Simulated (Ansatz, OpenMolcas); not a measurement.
## How methods differ on CH7GaSi (SMILES [CH3][GaH][SiH3])

CH7GaSi has 10 atoms, charge 0, and is taken as a singlet. SMILES: `[CH3][GaH][SiH3]`. The coordinates come from a PBE0-D4/def2-TZVP relaxation.

| atom | x (Å) | y (Å) | z (Å) |
| --- | --- | --- | --- |
| C | -1.1233 | 1.3941 | -0.6192 |
| Ga | 0.5615 | 0.6593 | 0.0933 |
| Si | 0.7867 | -1.7053 | 0.5507 |
| H | -1.9243 | 0.6566 | -0.6704 |
| H | -0.9470 | 1.7854 | -1.6260 |
| H | -1.4542 | 2.2365 | -0.0057 |
| H | 1.7596 | 1.6546 | 0.3460 |
| H | 0.5310 | -2.4962 | -0.6888 |
| H | 2.1250 | -2.1009 | 1.0697 |
| H | -0.2317 | -2.1351 | 1.5533 |

Quantity: the energy change with the C1–H6 bond stretched from 1.093 to 1.421 Å, in eV. The values are calculated.

| level | kind | program | value (eV) |
| --- | --- | --- | --- |
| BLYP/6-31G* (spherical functions) (restricted) | GGA | Ansatz | 0.89 |
| revPBE/6-31G* (spherical functions) (restricted) | GGA | Ansatz | 0.90 |
| M06-L/6-31G* (spherical functions) (restricted) | meta-GGA | OpenMolcas | 1.01 |
| r2SCAN/6-31G* (spherical functions) (restricted) | meta-GGA | Ansatz | 0.98 |
| r2SCAN0/6-31G* (spherical functions) (restricted) | hybrid meta-GGA | Ansatz | 1.05 |
| CAM-B3LYP/6-31G* (spherical functions) (restricted) | range-separated hybrid | Ansatz | 1.02 |
| wB97X/6-31G* (spherical functions) (restricted) | range-separated hybrid | Ansatz | 1.03 |
| BCCD(T)/6-31G* (spherical functions) (restricted) | coupled cluster or CI | Ansatz | 0.95 |

All-electron rows without a relativistic Hamiltonian named are non-relativistic. The first shape isn't each level's own minimum. The values span 0.89 to 1.05 eV. In the correlated wave-function rows the outer d shell of Ga is correlated, in sets not made for it.

Stretching the C–H bond costs about the same at every level, as expected for a strong, localised σ bond: the overlap between the carbon hybrid and hydrogen 1s orbitals falls, while gallium and silyl act mainly as spectators. The two GGAs give the softest bond, at 0.89 and 0.90 eV, and the hybrids the stiffest, with the meta-GGAs between them. Going from r2SCAN to r2SCAN0 raises the cost from 0.98 to 1.05 eV, probably because exact exchange removes some of the left–right correlation that semilocal exchange mimics as the bond lengthens.

The coupled-cluster value, 0.95 eV, lies between the GGAs and the meta-GGAs, with r2SCAN nearest. That closeness doesn't establish r2SCAN as the most accurate functional here, since correlated wave functions converge more slowly with basis size than density functionals do, and a small basis can shift the comparison. A single displacement also fixes neither the harmonic force constant nor the dissociation energy, because the stretch is already anharmonic but still well short of separated radicals.
